**Where a metal's dielectric function turns positive, and what that energy measures**

Light cannot travel freely through a material where the real part of its dielectric function is negative and the imaginary part is small. It is reflected instead. The table follows both parts for boron selenide held in the rocksalt structure. In this cell the compound is a metal, which need not hold for other arrangements of the same atoms.

Dielectric function of rocksalt-type BSe (a = 4.706 Å), calculated with Ansatz 0.2.0 using PBE and plane-wave PAW, scalar-relativistic and without spin polarisation. It is for independent particles, without local fields or excitons, and includes an undamped Drude term. The optics k mesh is 26×26×26, Gaussian broadening 0.1 eV and Fermi-Dirac smearing 0.15 eV.

| photon energy (eV) | dielectric imaginary xx | dielectric real xx |
| --- | --- | --- |
| 0.1 | 2.32 | -10800 |
| 0.3 | 2.17 | -1180 |
| 0.5 | 0.46 | -408 |
| 0.7 | 0.22 | -196 |
| 0.9 | 0.12 | -107 |
| 1.1 | 0.07 | -60.1 |
| 1.3 | 0.06 | -29.7 |
| 1.5 | 0.70 | -0.63 |
| 1.7 | 46.5 | 21.4 |
| 1.9 | 37.4 | -10.0 |
| 2.1 | 37.7 | 6.55 |
| 2.3 | 55.3 | -19.2 |
| 2.5 | 33.6 | -25.7 |
| 2.7 | 24.6 | -21.9 |
| 2.9 | 20.0 | -17.6 |
| 3.1 | 19.2 | -12.9 |
| 3.3 | 22.4 | -12.0 |
| 3.5 | 21.0 | -18.7 |
| 3.7 | 14.2 | -18.4 |
| 3.9 | 11.3 | -16.2 |
| 4.1 | 9.56 | -14.5 |
| 4.3 | 8.02 | -13.4 |
| 4.5 | 6.59 | -12.1 |
| 4.7 | 5.53 | -10.8 |
| 4.9 | 4.74 | -9.54 |
| 5.1 | 4.12 | -8.50 |
| 5.3 | 3.58 | -7.52 |
| 5.5 | 3.14 | -6.59 |
| 5.7 | 2.77 | -5.70 |
| 5.9 | 2.47 | -4.82 |
| 6.1 | 2.23 | -3.90 |
| 6.3 | 2.05 | -2.84 |
| 6.5 | 1.96 | -1.24 |
| 6.7 | 4.69 | 1.64 |
| 6.9 | 7.87 | -2.21 |
| 7.1 | 6.21 | -3.95 |
| 7.3 | 4.98 | -4.98 |
| 7.5 | 3.09 | -4.46 |
| 7.7 | 2.26 | -3.45 |
| 7.9 | 1.80 | -2.32 |

Below, E is the photon energy, ε₁ the column "dielectric real xx" and ε₂ the column "dielectric imaginary xx". The crystal is cubic, so one direction stands for all three. At low energy ε₁ is strongly negative. It climbs to −0.63 at 1.5 eV and stands at +21.4 at 1.7 eV, so it first passes zero close above 1.5 eV.

**(a) In a gas of free electrons ε₁ passes zero at the plasma energy, whose square is proportional to the number of carriers. A colleague therefore takes 1.5 eV as the plasma energy and concludes that this metal has very few carriers. Test the claim in the limit of low photon energy.**

*Solution.* A free electron has no spring to pull it back. In an oscillating field it moves against the driving force, with an amplitude that falls as 1/E². This gives

ε₁ = 1 − D/E²,

where D is the square of the plasma energy. If the crossing at 1.5 eV were the plasma energy, D would be 1.5² = 2.25 eV². At 0.5 eV the formula would then give ε₁ = −8, whereas the table has −408. The carriers respond about fifty times more strongly than the colleague's reading allows.

The low-energy limit also supplies the right value. As E goes to zero, D/E² outgrows every other contribution, so −ε₁E² tends to D. The first row gives 10800 × 0.1² = 108 eV², hence a plasma energy of 10.4 eV, and the calculation's own free-carrier term has the same value. It corresponds to about two electrons of free-electron mass per cell, where the colleague's reading would give 0.04.

The free carriers therefore respond strongly, which very few carriers could do only if they were exceptionally light. On their own they would keep ε₁ negative up to 10.4 eV. Something else must lift it to zero at a far lower energy.

**(b) Electrons can also be excited from one band to another, and this makes the crystal polarisable even when no such transition is absorbing. Suppose that this adds a constant background B to ε₁. Where does the crossing then fall, and where does the assumption break down?**

*Solution.* With a constant background, ε₁ = B − D/E², and the crossing lies at E = √(D/B). The same calculation gives B = 26.7 in the static limit, including the 1 of empty space. The crossing then comes at √(108/26.7) = 2.0 eV. Background polarisation thus accounts for most of the drop from 10.4 eV, but the crossing is still too high.

The individual rows show where the assumption fails. At 0.9 eV it gives −106, close to the −107 of the table. At 1.5 eV it gives −21, where the table is almost at zero. The simple picture is good well below the crossing and poor at the crossing itself.

Adding D/E² back to ε₁ shows what the background really does. It is 23 at 0.5 eV, 29 at 1.1 eV and 47 at 1.5 eV. The first of these lies a little below the static value, because the weak absorption at the lowest energies raises ε₁ only for photon energies below its own. From there the background doubles within one electronvolt, and a constant cannot follow it.

**(c) The column ε₂ shows at which energies the crystal absorbs. Use it to explain why the background grows, and estimate its value at 1.5 eV.**

*Solution.* Between 1.5 and 1.7 eV, ε₂ jumps from 0.70 to 46.5. This is the onset of strong transitions between bands. It is not a band gap, since the material is a metal.

Each transition acts like a charge on a spring with a resonance at its own energy E′. Driven slowly, the charge follows the field and adds a positive amount to ε₁. Driven closer to resonance, it still follows, but with a larger swing. Summing over all absorption gives the Kramers-Kronig relation, written here for rows spaced by ΔE = 0.2 eV:

B(E) = 1 + (2/π) Σ E′ ε₂(E′) ΔE / (E′² − E²).

The row at E itself is left out of the sum.

The row at 1.7 eV shows the effect. Its numerator is 1.7 × 46.5 × 0.2 = 15.8 eV².

- In the static limit the denominator is 1.7² = 2.89 eV², and the row adds (2/π) × 15.8/2.89 = 3.5 to the background.
- At E = 1.5 eV the denominator shrinks to 2.89 − 2.25 = 0.64 eV², and the same row adds (2/π) × 15.8/0.64 = 15.7.

The absorption is the same in both cases. The photon has merely come closer to it, and its contribution has grown more than fourfold.

Summed over the whole table, the background at 1.5 eV is 45. The free carriers contribute −48, so the two nearly cancel and ε₁ comes out at −2.8, against −0.63 in the table. The constant background missed the same row by about 21. The model has no adjustable constant: D is the calculation's own free-carrier term, and the background is summed from the column ε₂ alone. The printed output compares it with the constant background at three energies.

The small miss that remains has two plain sources. Absorption above the last row is left out, and rows 0.2 eV apart describe a steep onset only coarsely. At 1.3 eV, a little further from the onset, the sum gives 33 where the table implies 34. Nearly two thirds of that background comes from the four rows between 1.7 and 2.3 eV.

This agreement settles where the crossing comes from within the calculation. It is no test of the calculation against nature, because both the free-carrier term and the Kramers-Kronig link are built into it. The position of the onset is the weaker point. The functional used here can misplace transitions between bands, and the attraction between an excited electron and the hole it leaves is neglected. Spin polarisation was switched off as well, so a magnetic state with other band energies is not excluded. If the onset moved, the crossing would shift with it.

The opposite limit explains why ε₁ does not stay positive. Once the photon energy exceeds E′, the denominator changes sign: the charge on its spring can no longer keep up and moves against the driving force, as a free electron does. At 4.1 eV the background makes up −8 of a total of −14.5, more than the free carriers do. What lifted ε₁ below the onset pushes it down above. The change is not smooth: ε₁ is positive once more at 2.1 eV, just below the absorption peak at 2.3 eV, and only then stays negative up to 6.5 eV.

The pattern returns on a smaller scale near 6.7 eV, where another, weaker band of absorption sets in. Just before it ε₁ rises, turns briefly positive with a value of 1.64 at 6.7 eV, and is back at −2.21 one row later. Such a rise ahead of an absorption band and a fall within it can be expected wherever a band starts steeply.

In curves calculated without damping, as here, the two ends of the low-energy range answer different questions. The strength of the free carriers, which is their number divided by their effective mass, is found from −ε₁E² at the lowest energies, where nothing competes with them. The crossing shows how strongly the bound response opposes them. If the same transitions lay at much higher energies, the background would sink towards 1 and the crossing would move up towards the plasma energy of 10.4 eV.

How sharp the crossing would look in a real sample remains open. Where ε₁ vanishes and ε₂ is small, the electrons can oscillate together almost unaided, which shows up as a peak in energy loss. The calculation leaves out the friction of the free carriers, so the small ε₂ at 1.5 eV is no evidence of a low-loss metal, and the height and width of that peak cannot be read from these rows.

Printed output of the fit:

```
bare plasma energy of the free carriers, eV: 10.38
free-electron number a cell from that plasma energy, and if 1.5 eV were the plasma energy: 2.037, 0.04252
real part at 0.5 eV if 1.5 eV were the bare plasma energy: -8
crossing with constant static background, eV: 2.011
free-carrier term at 0.9, 1.3, 1.5 eV: -133.1, -63.79, -47.92
interband part (table less free-carrier term, with the 1 of vacuum) at 0.5, 0.7 ... 1.7 eV: 23.24, 24.02, 26.1, 29, 34.09, 47.29, 58.7
Kramers-Kronig background at 0.9, 1.3, 1.5 eV: 25.23, 33.39, 45.13
real part in the table at 0.9, 1.3, 1.5 eV: -107, -29.7, -0.63
real part with constant background at 0.9, 1.3, 1.5 eV: -106.4, -37.14, -21.26
real part with Kramers-Kronig background at 0.9, 1.3, 1.5 eV: -107.9, -30.41, -2.788
real part with free carriers alone at 1.5 eV: -46.92
part of the background at 1.3 eV from absorption in the rows 1.7 to 2.3 eV, and its percentage: 21.3, 63.81
interband part at 2.5 and 4.1 eV: -8.451, -8.087
number of sign changes of the real part between rows: 6
loss function at 1.3, 1.5, 1.7 eV: 6.802e-05, 0.7893, 0.01775
```
